**Problem.** Ga$_3$ with three unpaired electrons is held at one geometry while the share $a$ of exact (Fock) exchange in a spin-unrestricted PBE hybrid is raised. The columns homo and lumo give the energies $\varepsilon_H$ and $\varepsilon_L$ of the highest occupied and lowest empty orbital over both spins, the gap is $\varepsilon_L-\varepsilon_H$, and spin squared is $\langle S^2\rangle$ in units of $\hbar^2$. The differences and slopes used in the solutions are printed after the text.

Neutral Ga$_3$ with spin multiplicity 4, computed with Ansatz 0.2.0 using spin-unrestricted PBE with a varied share of exact exchange and the def2-TZVP basis. All rows use the same PBE-D4/def2-TZVP geometry, without spin-orbit coupling. Homo and lumo are taken over both spins, and spin squared is in units of $\hbar^2$.

| exact exchange (%) | homo (eV) | lumo (eV) | homo lumo gap (eV) | spin squared |
| --- | --- | --- | --- | --- |
| 0 | -3.984 | -3.422 | 0.562 | 3.752 |
| 5 | -4.134 | -3.277 | 0.858 | 3.753 |
| 10 | -4.287 | -3.132 | 1.155 | 3.754 |
| 15 | -4.441 | -2.989 | 1.452 | 3.754 |
| 25 | -4.754 | -2.706 | 2.048 | 3.756 |
| 35 | -5.075 | -2.428 | 2.647 | 3.758 |
| 50 | -5.568 | -2.019 | 3.550 | 3.762 |

**(a) Which electronic state do the rows describe?**

*Solution.* The cluster is a near-isosceles triangle with two short sides of about 2.6 Å and a long side of 3.24 Å. From 0 to 35 % the runs keep one stable occupation: outside the filled cores there are six $\alpha$ and three $\beta$ valence electrons. By orbital counting, three levels derived from Ga 4s are filled in both spins, and the unpaired electrons sit in two in-plane orbitals and one $\pi$ orbital derived from 4p. The quartet is imposed, so it need not be the ground spin state, and a stability test alone does not exclude a lower quartet.

A pure quartet has $\langle S^2\rangle=S(S+1)=3.75$. The largest entry exceeds this by 0.32 %, so every row is a nearly pure quartet. Geometry and spin are therefore the same throughout, and the trend belongs to the functional, not to a change in the cluster.

**(b) Which level moves more between 0 and 50 %, and what stays put?**

*Solution.* The HOMO falls at every step, by 1.584 eV in all, and the LUMO rises at every step, by 1.403 eV. The HOMO thus supplies 53 % of the opening and the LUMO the rest. The midpoint of the two levels drifts down by only 0.09 eV. The levels are pushed apart almost symmetrically about a nearly fixed centre, and this is the pattern that a mechanism must reproduce.

**(c) Why do the levels move in opposite directions, and how fast should the gap open?**

*Solution.* The standard explanation is self-interaction. Let an orbital be filled gradually, with occupation $f$ running from 0 to 1. Its energy is the slope of the total energy, $\varepsilon(f)=\partial E/\partial f$, and in the exact theory this slope is constant between whole electron numbers. In PBE the electron is partly repelled by its own charge, so the level climbs as it fills, roughly as $\varepsilon(f)=\varepsilon(0)+Uf$, where $U$ is the curvature of $E$.

Integration over $f$ links the levels to the ionisation energy $I$ and the electron affinity $A$ at fixed geometry. Emptying the HOMO gives $-I=\varepsilon_H-U/2$, and filling the LUMO gives $-A=\varepsilon_L+U/2$. With one $U$ for both orbitals,

$$\varepsilon_L-\varepsilon_H=(I-A)-U,\qquad \tfrac12(\varepsilon_H+\varepsilon_L)=-\tfrac12(I+A).$$

A positive $U$ puts the HOMO too high and the LUMO too low by equal amounts and leaves the centre alone.

Fock exchange cancels the Coulomb self-repulsion $J$ of an orbital exactly. A share $a$, taken as a fraction, therefore gives $U(a)\approx(1-a)J-R$, where $R$ is the lowering of the curvature by relaxation of the other electrons. If $I$, $A$ and $R$ depend only weakly on $a$, which is assumed here and untested, the HOMO falls as $aJ/2$, the LUMO rises as $aJ/2$ and the gap opens as $aJ$. The argument neglects the part of $J$ that PBE exchange already cancels.

If the frontier orbitals spread over all three atoms, which is assumed here, $J$ is of the order of the repulsion of two charges at the mean Ga–Ga distance $d$:

$$J\approx\frac{e^2}{4\pi\varepsilon_0 d}=\frac{14.4\ \text{eV Å}}{2.80\ \text{Å}}=5.1\ \text{eV}.$$

The table gives $2.988\ \text{eV}/0.50=5.98$ eV per unit share, which is 1.16 times the estimate. Nothing was fitted, but the choice of $d$ is loose, so the agreement confirms the order of magnitude and no more. The same reasoning says that more extended frontier orbitals make the gap less sensitive to $a$.

**(d) Is the gap linear in the share? What gap should 20 % give?**

*Solution.* The first-order change of a level is the expectation value of Fock minus PBE exchange in a fixed orbital, multiplied by $a$, so strict linearity requires orbitals that do not change. The straight line between the end rows passes through $(0.562+3.550)/2=2.056$ eV at its middle, where the 25 % row has 2.048 eV. The departure is small but several times what rounding can produce. The gap is nearly, not exactly, linear.

The separate levels are more curved than their difference. At 25 % the HOMO lies 22 meV and the LUMO 15 meV above their own straight lines, so both bend downward and most of the bend cancels in the gap. In the first step the two levels move at almost equal rates, 30.0 and 29.0 meV per %, as the single-$U$ picture demands. The imbalance grows with $a$, and this common downward bend is where the picture fails. Readjustment of the orbitals is the natural source of terms beyond first order, but that it explains the downward sign is only a guess.

Interpolation is safe to about 0.01 eV. The slope between 15 and 25 % is 59.6 meV per %, so 20 % should give $1.452+5\times0.0596=1.750$ eV.

**(e) Does the 50 % row continue the same state?**

*Solution.* The evidence for this row is continuity. A parabola drawn exactly through the 15, 25 and 35 % rows, without the 50 % row, misses its HOMO by 3.5 meV and its LUMO by 1.4 meV. Rounding of the entries can produce up to 6 meV in such an extrapolation, so no kink is detectable. A change of occupation would normally shift the frontier levels abruptly, which makes the same state likely without proving it.

**(f) What kind of gap is tabulated?**

*Solution.* From 0 to 35 % the LUMO is a $\beta$ orbital. The counting in (a) argues that the HOMO is $\alpha$, because the filled $\beta$ valence levels derive from 4s and should lie below the singly occupied 4p levels. The gap then joins opposite spins, and moving an electron across it would flip a spin and leave the high-spin configuration. On that reading the smallest $\alpha\to\alpha$ spacing at 0 % is $0.562+0.321=0.883$ eV, since the lowest empty $\alpha$ level lies above the LUMO by the second term.

The two spins do not respond alike. The lowest empty $\alpha$ level rises by 23.4 meV per % against 28.4 for the LUMO, so its distance from the LUMO shrinks to 0.145 eV at 35 %. Only three $\beta$ levels can be partners of the singly occupied $\alpha$ orbitals, yet the four lowest empty $\beta$ levels all rise at nearly the same rate, so the rise is not confined to such partners. A plausible but untested cause of the slower $\alpha$ rise is that Fock exchange with the three surplus $\alpha$ electrons holds those levels down.

**(g) How would the right share be chosen, and which digits can be trusted?**

*Solution.* A smooth sweep has no special point, so the orbital energies alone select no share. Koopmans-type tuning looks for $U=0$: the share at which $-\varepsilon_H$ equals $I$, taken as the difference of total energies of cation and neutral at that same share. By (c), a gap below $I-A$ signals too little exact exchange. With a mean HOMO slope of 31.7 meV per %, an error of 0.1 eV in $I$ moves the tuned share by about 3 points, provided that $I$ itself hardly changes with the share.

The third decimal is a property of the calculation only; the gap column differs from lumo minus homo by at most 0.001 eV, which is rounding. One point of share moves the gap by 0.06 eV, and the gap at 25 % is 3.64 times the PBE gap. As a statement about the cluster, even the first digit depends on the functional, and spin-orbit coupling is left out of every row. The 0 and 25 % runs carried a D4 dispersion term, an additive energy that leaves levels and spin unchanged.

The analysis program printed:

```
Ga-Ga distances 2.58 2.59 3.24 A, mean 2.80 A, apex 77 deg
electrons 93 = 3 x 31; valence A'/A'': alpha [5 1], beta [3 0]
share %  midgap eV  gap-(lumo-homo) eV  gap/gap(0)  S^2-3.75
    0    -3.7030        0.000             1.00      0.002
    5    -3.7055        0.001             1.53      0.003
   10    -3.7095        0.000             2.06      0.004
   15    -3.7150        0.000             2.58      0.004
   25    -3.7300        0.000             3.64      0.006
   35    -3.7515       -0.000             4.71      0.008
   50    -3.7935        0.001             6.32      0.012
0 to 50 %: homo -1.584, lumo +1.403, gap +2.988, midgap -0.090 eV
shares of gap opening: homo 53 %, lumo 47 %
mean slopes, meV per %: homo -31.7, lumo 28.1, gap 59.8
step slopes, meV per %:  homo   lumo    gap  rounding limit
   0 to  5 %             -30.0   29.0   59.2     0.20
   5 to 10 %             -30.6   29.0   59.4     0.20
  10 to 15 %             -30.8   28.6   59.4     0.20
  15 to 25 %             -31.3   28.3   59.6     0.10
  25 to 35 %             -32.1   27.8   59.9     0.10
  35 to 50 %             -32.9   27.3   60.2     0.07
largest departure from the 0-50 % chord (rounding up to 1 meV):
  homo: +22 meV at 25 %, 1.4 % of the total change
  lumo: +15 meV at 25 %, 1.0 % of the total change
  gap: -8 meV at 25 %, 0.3 % of the total change
50 % row minus parabola through 15, 25, 35 % (rounding up to 6 meV):
  homo +3.5, lumo +1.4, gap -1.1 meV
estimate e^2/(4 pi eps0 d), mean d: 5.1 eV; gap slope per unit share 5.98 eV; ratio 1.16
half estimate 2.6 eV; per unit share homo -3.17, lumo +2.81 eV
lowest empty alpha level minus lumo, eV, 0-35 %: 0.321 0.292 0.263 0.236 0.188 0.145
rise 0-35 %, meV per %: beta 1-4: 28.4 27.7 27.9 27.1
rise 0-35 %, meV per %: alpha 1-2: 23.4 23.3
second beta level minus lumo: 0.058 eV at 0 %, 0.035 eV at 35 %
fourth beta minus first alpha level: 0.655 eV at 0 %, 0.786 eV at 35 %
S^2 excess over 3.75: 0.05 % at 0 %, 0.32 % at 50 % (rounding 0.01 %)
share change per 0.1 eV of target: homo 3.2, lumo 3.6, gap 1.7 points of %
```
